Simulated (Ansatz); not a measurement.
# A series in volume scale on Sb

All results are calculated (Ansatz 0.2.0). Free energy against uniform scaling of the volume at fixed shape and fractions; periodic cell, basis, potentials, k mesh and filling as listed.

The cell before it is scaled or strained (space group Pm-3m, No. 221):
```
Sb
1.0
      3.1600     0.0000     0.0000
      0.0000     3.1600     0.0000
      0.0000     0.0000     3.1600
Sb
1
Direct
  0.00000 0.00000 0.00000
```

Settings of every row: functional PBEsol; dispersion none; potentials PAW; wave cutoff 470 eV; density cutoff 1880 eV; k mesh 7x7x7; k shift 0x0x0; occupations fermi dirac; smearing width 0.05 eV; spin none.

Limits: coarse k mesh, up to 40 meV an atom off.

```csv
row,volume scale,V (Å³/atom),energy above lowest point (meV/atom)
1,0.9,28.399,0
2,0.925,29.188,0.9
3,0.95,29.977,9.7
4,0.975,30.766,25.2
5,1,31.554,46.4
6,1.025,32.343,72.5
7,1.05,33.132,?
8,1.075,33.921,136.6
9,1.1,34.71,173.5
```

Question: what energy above lowest point should row 7 give?

Worked fit of energy above lowest point. Take u = (V_r/V)^(2/3) − 1 with V_r = 31.16 Å³ an atom, which is twice the finite (Eulerian) strain; such expansions in the strain, on which the Birch-Murnaghan equation of state is built, carry the rest volume and the bulk modulus. The shown rows have u = 0.06381, 0.04455, 0.02614, 0.00852, -0.00834, -0.02454, -0.05503, -0.0694. Least squares give energy above lowest point = 35.13 − 1258.9 × u + 10853 × u² + 3859 × u³ meV/atom; a parabola predicts inner rows, each left out in turn, worse (root mean square 0.27 against 0.029 meV/atom). All shown rows lie on it to the printed digit. Its lowest point lies at u = 0.0563, or V = 28.7 Å³ an atom, and the curvature there gives the bulk modulus at fixed shape and fractions, B = (4/9)(1 + u)² E″(u)/V = 63.7 GPa. The withheld row has u = -0.04008, so the fit gives 35.13 − 1258.9 × (-0.04008) + 10853 × (-0.04008)² + 3859 × (-0.04008)³ = 102.8 meV/atom.

The calculation gave 102.7 meV/atom. The fit lies 0.1 meV/atom (0.058 % of the column's range) above it, one unit of the last digit.
